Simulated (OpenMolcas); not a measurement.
**A ladder of methods for C3H12AlN (SMILES C[N+](C)(C)[AlH3-])**

The species is C3H12AlN (17 atoms), meant as a singlet with charge 0. As SMILES, `C[N+](C)(C)[AlH3-]`. The shape is that of a PBE0-D4/def2-TZVP optimisation.

Quantity: the dipole moment, in D. The values are calculated.

```
                              level             kind     program  value (D)  CPU time
    HF/6-31G* (spherical functions)     Hartree–Fock  OpenMolcas       5.52      10 s
 SVWN5/6-31G* (spherical functions)              LDA  OpenMolcas       5.34      55 s
  BLYP/6-31G* (spherical functions)              GGA  OpenMolcas       5.36      67 s
   PBE/6-31G* (spherical functions)              GGA  OpenMolcas       5.36      67 s
 M06-L/6-31G* (spherical functions)         meta-GGA  OpenMolcas       5.24      82 s
 B3LYP/6-31G* (spherical functions)    global hybrid  OpenMolcas       5.39      67 s
M06-2X/6-31G* (spherical functions)  hybrid meta-GGA  OpenMolcas       5.41      82 s
```

The values span 5.24 to 5.52 D. Magnitudes only. CPU times are rough (shared hosts, several kinds of processor): they show what a rung costs within a factor of a few.

All seven methods describe a strongly polar adduct, with dipole moments between 5.24 and 5.52 D. This fits a dative bond in which the nitrogen lone pair of trimethylamine donates into the empty, largely Al 3p acceptor orbital of alane. The hydridic Al–H bonds reinforce the polarity, since their negative ends point away from the amine. The formal charges in the SMILES are electron bookkeeping, not a full electron transferred from nitrogen to aluminium.

Hartree–Fock gives the largest moment, the two hybrids come next and the semilocal functionals lie lowest. As the geometry is common to all, the differences reflect the electron density rather than the Al–N distance. Stronger donation alone would raise the dipole, so the lower semilocal values probably come from a less ionic description of the Al–H bonds. The wider gap between M06-L and M06-2X can't be assigned to exact exchange alone, because their parametrisations also differ. The close agreement doesn't establish the absolute moment, as all the methods share a small basis without diffuse functions.
